# Natural-velocity slopes and acoustic Grüneisen parameters of a cubic crystal under pressure

## 1. Premises and conventions

1. **Continuum limit.** The wavelength is long compared with the lattice constant. Internal coordinates of the cell follow the strain without lag, so the energy density depends only on the macroscopic deformation gradient, and all elastic constants are the relaxed ones.
2. **Three states.** Natural state: coordinates $a_i$, zero stress, density $\rho_0$, volume $V_0$. Static state: coordinates $X_i$, uniform hydrostatic pressure $P$, with $P>0$ for compression. Present state: $x_i=X_i+u_i$, with $u_i$ infinitesimal.
3. **Symmetry.** Cubic crystal of Laue class $m\bar 3m$, not piezoelectric. The diamond structure qualifies.
4. **Thermal conditions.** The static load is isothermal, the wave adiabatic. The distinction is suppressed until Section 8.
5. **Order.** First order in $P$.

Repeated indices are summed. The deformation gradient is $F_{ij}=\partial x_i/\partial a_j$. A rigid rotation $F\to RF$ cannot change the energy, so the energy $\Phi$ per unit natural volume depends on $F$ only through $F^TF$, that is through the Lagrangian strain

$$\eta_{pq}=\tfrac12\,(F_{ip}F_{iq}-\delta_{pq}).\tag{1}$$

Elastic constants follow Brugger's convention, as plain Taylor coefficients:

$$\Phi=\tfrac12 C_{ijkl}\eta_{ij}\eta_{kl}+\tfrac16 C_{ijklmn}\eta_{ij}\eta_{kl}\eta_{mn}+\dots\tag{2}$$

No linear term appears because the natural state is stress free. Voigt pairs: $11,22,33,23,13,12\to1,\dots,6$, with $C_{IJK}=C_{ijklmn}$ and no numerical factors. The class $m\bar3m$ has $C_{11},C_{12},C_{44}$ and $C_{111},C_{112},C_{123},C_{144},C_{166},C_{456}$, with $C_{155}=C_{244}=C_{344}=C_{166}$ and $C_{113}=C_{122}=C_{112}$. Define

$$t_{pq}=\frac{\partial\Phi}{\partial\eta_{pq}},\qquad c_{pqrs}(\eta)=\frac{\partial^2\Phi}{\partial\eta_{pq}\,\partial\eta_{rs}},\tag{3}$$

both symmetric within each index pair. $t_{pq}$ is the thermodynamic tension.

## 2. Equation of motion in natural coordinates

The Lagrangian density per unit natural volume is $\tfrac12\rho_0\dot x_i\dot x_i-\Phi$. The integration domain in $a_i$ is fixed, so the Euler-Lagrange equation is

$$\rho_0\ddot x_i=\frac{\partial}{\partial a_j}\frac{\partial\Phi}{\partial F_{ij}}.\tag{4}$$

From (1), $\partial\eta_{pq}/\partial F_{ij}=\tfrac12(\delta_{pj}F_{iq}+F_{ip}\delta_{qj})$. With the symmetry of $t$,

$$\frac{\partial\Phi}{\partial F_{ij}}=F_{ip}t_{pj}.\tag{5}$$

Put $F_{kl}=\bar F_{kl}+\partial u_k/\partial a_l$, with $\bar F$ the uniform static gradient. The zeroth-order part of (5) is uniform and has no divergence. The first-order part gives

$$\rho_0\ddot u_i=A_{ijkl}\frac{\partial^2u_k}{\partial a_j\,\partial a_l},\qquad A_{ijkl}=\frac{\partial^2\Phi}{\partial F_{ij}\,\partial F_{kl}}.\tag{6}$$

Differentiate (5). The explicit factor $F_{ip}$ gives $\delta_{ik}t_{lj}$. The factor $t_{pj}$ gives $F_{ip}c_{pjrs}\,\partial\eta_{rs}/\partial F_{kl}=F_{ip}F_{kq}c_{pjql}$, by the pair symmetry of $c$. Hence

$$A_{ijkl}=\delta_{ik}\,t_{jl}+\bar F_{ip}\bar F_{kq}\,c_{pjql},\tag{7}$$

with $t$ and $c$ taken at the static strain. The first term is the prestress term, the same mechanism by which tension raises the pitch of a string.

## 3. Natural velocity

Take $u_i=U_i\exp[i\omega(t-N_ja_j/W)]$, where $t$ in the exponent is time, $\mathbf N$ is a unit vector in the natural state and $\mathbf U$ a unit polarisation. Equation (6) becomes

$$\rho_0W^2U_i=\Gamma_{ik}U_k,\qquad\Gamma_{ik}=A_{ijkl}N_jN_l.\tag{8}$$

$\Gamma$ is symmetric because $A_{ijkl}=A_{klij}$. $W$ is the natural velocity of Thurston and Brugger (1964): natural length crossed per unit time. The faces of a plate cut normal to $\mathbf N$ stay at $\mathbf N\cdot\mathbf a=0$ and $L_0$ at every pressure, because they are material surfaces. The round-trip time is $2L_0/W$, the echo repetition frequency $f=W/2L_0$, and

$$\rho_0W^2=4\rho_0L_0^2f^2.\tag{9}$$

The pressure dependence of $\rho_0W^2$ is that of $f^2$ alone. No length or density correction is needed.

## 4. Static state

Pressure preserves cubic symmetry, and a cubic second-rank tensor is a multiple of the unit tensor:

$$\bar F_{ij}=\lambda\delta_{ij},\quad\eta_{ij}=\eta\,\delta_{ij},\quad\eta=\tfrac12(\lambda^2-1),\quad t_{ij}=\tau\delta_{ij},\quad V=\lambda^3V_0.\tag{10}$$

**Tension and pressure.** Along this path $d\Phi=t_{ij}d\eta_{ij}=3\tau\lambda\,d\lambda$. The work done on the body per unit natural volume is $-P\,dV/V_0=-3P\lambda^2d\lambda$. Equating,

$$\tau=-P\lambda.\tag{11}$$

**Contracted third-order tensor.** Define $D_{ijkl}=C_{ijklmm}$. It has the index symmetries of $C_{ijkl}$ and cubic symmetry, so three components:

$$\begin{aligned}D_{11}&=C_{111}+C_{112}+C_{113}=C_{111}+2C_{112},\\ D_{12}&=C_{112}+C_{122}+C_{123}=2C_{112}+C_{123},\\ D_{44}&=C_{144}+C_{244}+C_{344}=C_{144}+2C_{166}.\end{aligned}\tag{12}$$

$C_{456}$ drops out: it needs three shear strains, the wave supplies two and the static strain none.

**Expansions.** From (2) and (3),

$$\tau=3B\eta+\tfrac12G\eta^2+\dots,\qquad c_{ijkl}=C_{ijkl}+D_{ijkl}\,\eta+\dots,\tag{13}$$

with $3B=C_{11mm}=C_{11}+2C_{12}$ and $G=C_{11mmnn}=D_{11}+2D_{12}$. At first order (11) and (13) give $3B\eta=-P$, so

$$\frac{d\eta}{dP}=\frac{d\lambda}{dP}=-\frac1{3B},\qquad\frac{d\ln V}{dP}=-\frac1B\qquad(P=0),\tag{14}$$

which identifies $B$ as the bulk modulus.

## 5. Slope of $\rho_0W^2$

Insert (10) in (7) and (8), using $N_jN_j=1$:

$$\Gamma_{ik}=\tau\,\delta_{ik}+\lambda^2c_{ijkl}N_jN_l.\tag{15}$$

This holds at any pressure. With $\lambda^2=1+2\eta$ and (13),

$$\frac{d\Gamma_{ik}}{d\eta}\Big|_0=3B\,\delta_{ik}+2C_{ijkl}N_jN_l+D_{ijkl}N_jN_l.\tag{16}$$

**Eigenvalue derivative.** $\rho_0W^2=U_i\Gamma_{ik}U_k$. The terms with $dU_i/d\eta$ sum to $2\rho_0W^2\,U_i\,dU_i/d\eta$, by (8) and the symmetry of $\Gamma$, and vanish because $U_iU_i=1$. Only the expectation value of (16) survives. For the degenerate shear pairs along $[100]$ and $[111]$, the fourfold or threefold axis survives under pressure and makes (16) a multiple of the unit matrix in the transverse plane, so any transverse $\mathbf U$ serves. At an accidental degeneracy (16) must be diagonalised in the degenerate subspace.

Define, at $P=0$,

$$w=\rho_0W^2=C_{ijkl}U_iN_jU_kN_l,\qquad k=D_{ijkl}U_iN_jU_kN_l,\qquad S=3B+2w+k.\tag{17}$$

Then $d(\rho_0W^2)/d\eta=S$, and with (14)

$$\boxed{\frac{d(\rho_0W^2)}{dP}\Big|_{P=0}=-\frac{3B+2w+k}{3B}}\tag{18}$$

The three parts are $-1$ from the prestress, $-2w/3B$ from the factor $\lambda^2$, and $-k/3B$ from the third-order constants. The split belongs to the choice of Lagrangian strain. Only the sum is observable.

**Cubic contraction.** Any tensor of this symmetry is $C_{12}\delta_{ij}\delta_{kl}+C_{44}(\delta_{ik}\delta_{jl}+\delta_{il}\delta_{jk})+(C_{11}-C_{12}-2C_{44})\delta_{ijkl}$, where $\delta_{ijkl}=1$ if all four indices are equal and zero otherwise. Contracting,

$$w=(C_{11}-C_{12}-2C_{44})\sum_iN_i^2U_i^2+(C_{12}+C_{44})(\mathbf N\cdot\mathbf U)^2+C_{44},\tag{19}$$

and $k$ is the same expression with $C\to D$. Along $[100]$, $[110]$ and $[111]$ symmetry fixes $\mathbf U$. The sum $\sum N_i^2U_i^2$ is $1$ and $0$ for L and T along $[100]$; $\tfrac12$, $0$, $\tfrac12$ for L, T$_1$, T$_2$ along $[110]$; $\tfrac13$ for all modes along $[111]$.

| $\mathbf N$, mode, $\mathbf U$ | $w$ | $k$ |
|---|---|---|
| $[100]$ L | $C_{11}$ | $C_{111}+2C_{112}$ |
| $[100]$ T; $[110]$ T$_1$, $[001]$ | $C_{44}$ | $C_{144}+2C_{166}$ |
| $[110]$ L | $\tfrac12(C_{11}+C_{12}+2C_{44})$ | $\tfrac12(C_{111}+4C_{112}+C_{123})+C_{144}+2C_{166}$ |
| $[110]$ T$_2$, $[1\bar10]$ | $\tfrac12(C_{11}-C_{12})$ | $\tfrac12(C_{111}-C_{123})$ |
| $[111]$ L | $\tfrac13(C_{11}+2C_{12}+4C_{44})$ | $\tfrac13(D_{11}+2D_{12}+4D_{44})$ |
| $[111]$ T | $\tfrac13(C_{11}-C_{12}+C_{44})$ | $\tfrac13(D_{11}-D_{12}+D_{44})$ |

Hydrostatic slopes fix only the three combinations (12). The six constants separately need uniaxial loads.

## 6. Mode Grüneisen parameter

Definition: $\gamma=-d\ln\omega/d\ln V$ for one mode followed through the compression. Periodic boundary conditions are imposed on a fixed block of cells, a cube of edge $L_0$ in natural coordinates. The phase is $\mathbf K\cdot\mathbf a$ with $K_j=2\pi n_j/L_0$ and integers $n_j$ that label the mode. $\mathbf K$ does not change with $P$. Comparing with the plane wave of Section 3, $\mathbf K=\omega\mathbf N/W$, so

$$\omega=W\,|\mathbf K|,\qquad d\ln\omega=d\ln W=\frac{d(\rho_0W^2)}{2w}.\tag{20}$$

The natural velocity is thus the quantity that carries the mode frequency. With $d\ln V=-dP/B$ and (18),

$$\boxed{\gamma=\frac{B}{2w}\frac{d(\rho_0W^2)}{dP}=-\frac{3B+2w+k}{6w}=-\frac{B}{2w}-\frac13-\frac{k}{6w}}\tag{21}$$

This is the hydrostatic case of Brugger's generalised parameters (1965). Consequences:

- $\gamma$ depends on direction and branch but not on $|\mathbf K|$.
- By (9) and (20), $\Delta f/f=\gamma P/B$ for the echo frequency.
- $\gamma<0$ exactly when $-k<3B+2w$. With $k=0$ the parameter is negative: an energy quadratic in $\eta$ softens under compression. Positive $\gamma$ needs a sufficiently negative $k$.
- The term $-B/2w$ is largest for the softest modes. Slow shear branches are the candidates for small or negative $\gamma$.

For T$_2$, $3B+2w=2C_{11}+C_{12}$, and the condition for negative $\gamma$ reads

$$C_{123}-C_{111}<2\,(2C_{11}+C_{12}).\tag{22}$$

## 7. Actual velocity and a consistency test

The actual thickness is $\lambda L_0$ for the same transit time, so $v=\lambda W$, and $\rho=\rho_0/\lambda^3$. The effective modulus is $M=\rho v^2=\rho_0W^2/\lambda$. By (14) and (18),

$$M'=\frac{dM}{dP}=\frac{d(\rho_0W^2)}{dP}+\frac{w}{3B}=-\frac{3B+w+k}{3B},\qquad\gamma=\frac{B M'}{2w}-\frac16=\frac13+B\frac{d\ln v}{dP}.\tag{23}$$

A mode has $\gamma<0$ whenever $M'<w/3B$, even if its modulus rises with pressure.

**Test.** Let $M_L$ belong to $[100]$ L and $M_{T}$ to $[110]$ T$_2$. At $P=0$, $M_L-\tfrac43M_T=\tfrac13(C_{11}+2C_{12})=B$. From (23), with $w_L-\tfrac43w_T=B$ and $k_L-\tfrac43k_T=G/3$,

$$M_L'-\tfrac43M_T'=-\frac{-B+B+G/3}{3B}=-\frac{G}{9B}.\tag{24}$$

The static equation of state gives the same quantity without any wave. Put $\lambda=1+x$, $\eta=x+x^2/2$. Then (11) and (13) give $P=-3Bx-\tfrac12(G-3B)x^2$. The bulk modulus at pressure is $-\tfrac13\lambda\,dP/d\lambda=B+Gx/3$, and $x=-P/3B$ yields

$$B'=-\frac{G}{9B}=-\frac{C_{111}+6C_{112}+2C_{123}}{9B}.\tag{25}$$

Equations (24) and (25) coincide. A wrong weight of the prestress term in (18) would break this.

## 8. Adiabatic wave on an isothermal load

The tension $t_{ij}$ is a state function, so (11) and (15) stand. In (15) $c$ is the adiabatic coefficient $c^S$, since the wave conserves entropy locally. The static path runs at fixed temperature $T$. Therefore in (18) and (21)

- $B=B^T$, isothermal, in the prestress term and in (14),
- $w$ is built from adiabatic constants,
- $k$ is built from mixed constants $(\partial c^S_{ijkl}/\partial\eta_{mn})_T$.

**Size of the difference.** Near the natural state $dt_{ij}=C^T_{ijkl}d\eta_{kl}-\beta\,\delta_{ij}\,dT$. Free expansion, $dt_{ij}=0$, gives $\beta=\alpha_VB^T$, with $\alpha_V$ the volume expansion coefficient. The Maxwell relation gives the entropy density $ds=\beta\,d\eta_{mm}+c_\eta\,dT/T$, with $c_\eta$ the heat capacity per volume at fixed strain. Setting $ds=0$, $dT=-T\beta\,d\eta_{mm}/c_\eta$, and

$$C_{11}^S-C_{11}^T=C_{12}^S-C_{12}^T=B^S-B^T=\frac{T\beta^2}{c_\eta}\equiv\Delta,\qquad C_{44}^S=C_{44}^T.\tag{26}$$

The shear values of $w$ in the table contain only $C_{44}$ and $C_{11}-C_{12}$ and are unaffected. Replacing $B^S$ by $B^T$ in (21) raises $\gamma$ by $\Delta/2w$.

## 9. Low-temperature average

In the quasi-harmonic approximation the vibrational pressure is $-\partial F_{\rm vib}/\partial V=V^{-1}\sum\gamma\,\hbar\omega(n+\tfrac12)$, with $n$ the Bose factor. Its temperature derivative at fixed $V$ is $\alpha_VB^T=V^{-1}\sum\gamma\,c_{\rm mode}$, where $c_{\rm mode}$ is the mode heat capacity, a function of $\hbar\omega/k_BT$. As $T\to0$ only long waves are excited. For one branch and direction, $\int K^2c_{\rm mode}(\hbar WK/k_BT)\,dK\propto T^3W^{-3}\propto T^3w^{-3/2}$ by a change of variable. The thermodynamic parameter $\alpha_VB^T/c_\eta$ tends to

$$\gamma_0=\frac{\langle\sum_b\gamma_b\,w_b^{-3/2}\rangle}{\langle\sum_b w_b^{-3/2}\rangle},\tag{27}$$

with $b$ the three branches and $\langle\cdot\rangle$ the average over $\mathbf N$. The branch sums are traces of smooth functions of $\Gamma$ and so smooth in $\mathbf N$. Houston's three-direction rule approximates the average:

$$\langle I\rangle\approx\tfrac1{35}\,(10\,I_{100}+16\,I_{110}+9\,I_{111}).\tag{28}$$

The weights follow from exactness for $1$, $\sum N_i^4$ (average $\tfrac35$; values $1,\tfrac12,\tfrac13$) and $N_1^2N_2^2N_3^2$ (average $\tfrac1{105}$; values $0,0,\tfrac1{27}$). Cubic invariants of degree eight and higher are missed.

## 10. Range of validity

**Pressure.** Carry (15) to second order. With $m=C_{ijklppqq}U_iN_jU_kN_l$ the contracted fourth-order constant, and where symmetry fixes $\mathbf U$,

$$\rho_0W^2=w+S\eta+\tfrac12(G+4k+m)\,\eta^2,\qquad\frac{d(\rho_0W^2)}{d\eta}=S+(G+4k+m)\,\eta.\tag{29}$$

The zero-pressure results hold while $|(G+4k+m)\eta|\ll|S|$, with $|\eta|=P/3B$. When $S$ is small by cancellation this is much stricter than $P\ll B$.

**Wavelength.** Premise 1 needs $\omega$ far below the optical frequency, with relative corrections of order $(\omega/\omega_{\rm TO})^2$ from the lag of the internal coordinate, and $|\mathbf K|$ far inside the zone, where the branch is linear. Equation (21) says nothing about zone-boundary modes.

**Adiabatic condition.** Heat diffusion over a wavelength is slow if $\omega\ll v^2c_\eta/\kappa$, with $\kappa$ the thermal conductivity. Outside this range longitudinal moduli shift by at most $\Delta$.

**Temperature.** The constants are those at the temperature of the natural state. Equation (27) needs their low-temperature values.

**Symmetry and fields.** In Laue class $m\bar3$, $D_{11}=C_{111}+C_{112}+C_{113}$ and $D_{44}=C_{144}+C_{155}+C_{166}$, with unequal partners. In non-cubic crystals $\bar F$ is anisotropic and the factor $1/3B$ is replaced by contracted compliances. Piezoelectric crystals add a field term to $\Gamma$. In heavily n-doped silicon the transfer of carriers between valleys alters $C_{11}-C_{12}$ and its strain dependence, and the constants must be those of the doped crystal.

## 11. Illustration: silicon

**Inputs.** Measured second-order constants, as compiled by Oses (2018), temperature not stated: $C_{11}=165.64$, $C_{12}=63.94$, $C_{44}=79.51$ GPa. They are treated as adiabatic. Then $3B=293.52$ GPa and $B=97.84$ GPa. For the third-order constants take two approximate sets, typical of silicon, as given inputs (GPa):

| set | $C_{111}$ | $C_{112}$ | $C_{123}$ | $C_{144}$ | $C_{166}$ | $D_{11}$ | $D_{12}$ | $D_{44}$ |
|---|---|---|---|---|---|---|---|---|
| A | $-825$ | $-451$ | $-64$ | $12$ | $-310$ | $-1727$ | $-966$ | $-608$ |
| B | $-795$ | $-445$ | $-75$ | $15$ | $-310$ | $-1685$ | $-965$ | $-605$ |

The spread between the sets indicates how well the inputs are defined. All results below are the model's.

**Slopes and parameters** from (17), (18) and (21). $w$, $k$, $S$ are in GPa, with a decimal kept in $k$ and $S$ for the arithmetic only.

| mode | $w$ | $k$ (A) | $S$ (A) | $d(\rho_0W^2)/dP$ (A) | $\gamma$ (A) | $\gamma$ (B) |
|---|---|---|---|---|---|---|
| $[100]$ L | 165.64 | $-1727.0$ | $-1102.2$ | 3.76 | 1.11 | 1.07 |
| $[100]$ T, $[110]$ T$_1$ | 79.51 | $-608.0$ | $-155.5$ | 0.53 | 0.33 | 0.32 |
| $[110]$ L | 194.30 | $-1954.5$ | $-1272.4$ | 4.33 | 1.09 | 1.07 |
| $[110]$ T$_2$ | 50.85 | $-380.5$ | $14.7$ | $-0.05$ | $-0.05$ | $-0.12$ |
| $[111]$ L | 203.85 | $-2030.3$ | $-1329.1$ | 4.53 | 1.09 | 1.07 |
| $[111]$ T | 60.40 | $-456.3$ | $-42.0$ | 0.14 | 0.12 | 0.08 |

**Three terms of (21)**, set A, with sums formed before rounding:

| mode | $-B/2w$ | $-1/3$ | $-k/6w$ | $\gamma$ |
|---|---|---|---|---|
| $[100]$ L | $-0.30$ | $-0.33$ | 1.74 | 1.11 |
| $[100]$ T | $-0.62$ | $-0.33$ | 1.27 | 0.33 |
| $[110]$ T$_2$ | $-0.96$ | $-0.33$ | 1.25 | $-0.05$ |

The third-order term is nearly the same for the two shear modes. The drop from 0.33 to $-0.05$ comes almost wholly from $-B/2w$, because $w$ of T$_2$ is small against $B$.

**Sign of the T$_2$ parameter.** The right side of (22) is 790.44 GPa. The left side is 761 GPa for A and 720 GPa for B, so both give $\gamma<0$. The margin of set A is 29 GPa, 4 per cent of $C_{123}-C_{111}$. A change of 10 GPa in $C_{111}-C_{123}$ moves $\gamma$ by $10\ \text{GPa}/12w=0.016$. The inputs support "small and slightly negative", not a second figure.

**Actual moduli**, set A. Equation (23) gives $M_L'=4.32$ and $M_T'=0.12$. The T$_2$ modulus rises with pressure, but more slowly than the threshold $w/3B=0.17$. With $G=-3659$ GPa, (24) and (25) both give $B'=4.16$.

**Echo shift** at $P=0.1$ GPa, set A: $\Delta f/f=1.1\times10^{-3}$ for $[100]$ L and $-5\times10^{-5}$ for T$_2$.

**Neglected terms.**

- Second order in $P$. At 1 GPa, $|\eta|=3.4\times10^{-3}$. For T$_2$, $G+4k=-5181$ GPa shifts $S$ by $+18$ GPa, more than $S=14.7$ GPa itself. The unknown $m$ may cancel part of this. The T$_2$ value is therefore a zero-pressure limit, safe only for $P\ll1$ GPa. For $[100]$ L, $G+4k=-10567$ GPa shifts $S$ by $+36$ GPa, or 3 per cent.
- Adiabatic against isothermal $B$. The measured linear expansion is $2.6\times10^{-6}$ K$^{-1}$ at 293 K (compiled in Kaye and Laby Online, NPL), so $\beta=7.6\times10^{5}$ Pa K$^{-1}$. An approximate density of 2330 kg m$^{-3}$ and specific heat of 700 J kg$^{-1}$ K$^{-1}$ give $c_\eta\approx1.63\times10^{6}$ J m$^{-3}$ K$^{-1}$. Then $\Delta=0.10$ GPa and the T$_2$ parameter moves by 0.001, well below the spread of the sets.
- Frequency limits. The measured optical frequency of 517 cm$^{-1}$ at 300 K (compiled by the Ioffe Institute) is 15.5 THz. With the measured $\kappa=130$ W m$^{-1}$ K$^{-1}$ (same compiler), $v^2c_\eta/\kappa=8.9\times10^{11}$ s$^{-1}$ for $[100]$ L. Megahertz ultrasound lies far below both.

**Low-temperature average**, set A, in units of $10^{-3}$ GPa$^{-3/2}$:

| direction | $[100]$ | $[110]$ | $[111]$ |
|---|---|---|---|
| $\sum w^{-3/2}$ | 3.29 | 4.54 | 4.60 |
| $\sum\gamma\,w^{-3/2}$ | 1.44 | 0.73 | 0.87 |

Equations (27) and (28) give $\gamma_0\approx0.2$. Set B gives 0.2 as well. One figure is kept, since the rule (28) is truncated and the constants are not low-temperature ones. The model's $\gamma_0$ is small but positive, so its expansion is positive as $T\to0$. The negative expansion of silicon over part of the cryogenic range comes from short-wavelength transverse modes, which lie outside premise 1.

As typical knowledge, the long-wave T$_2$ parameter of silicon is put near $-0.1$. The model with set A has the same sign but is less negative by about half. Third-order constants are usually fitted to slopes of the kind (18), so the nearness of set B to that figure is no independent test.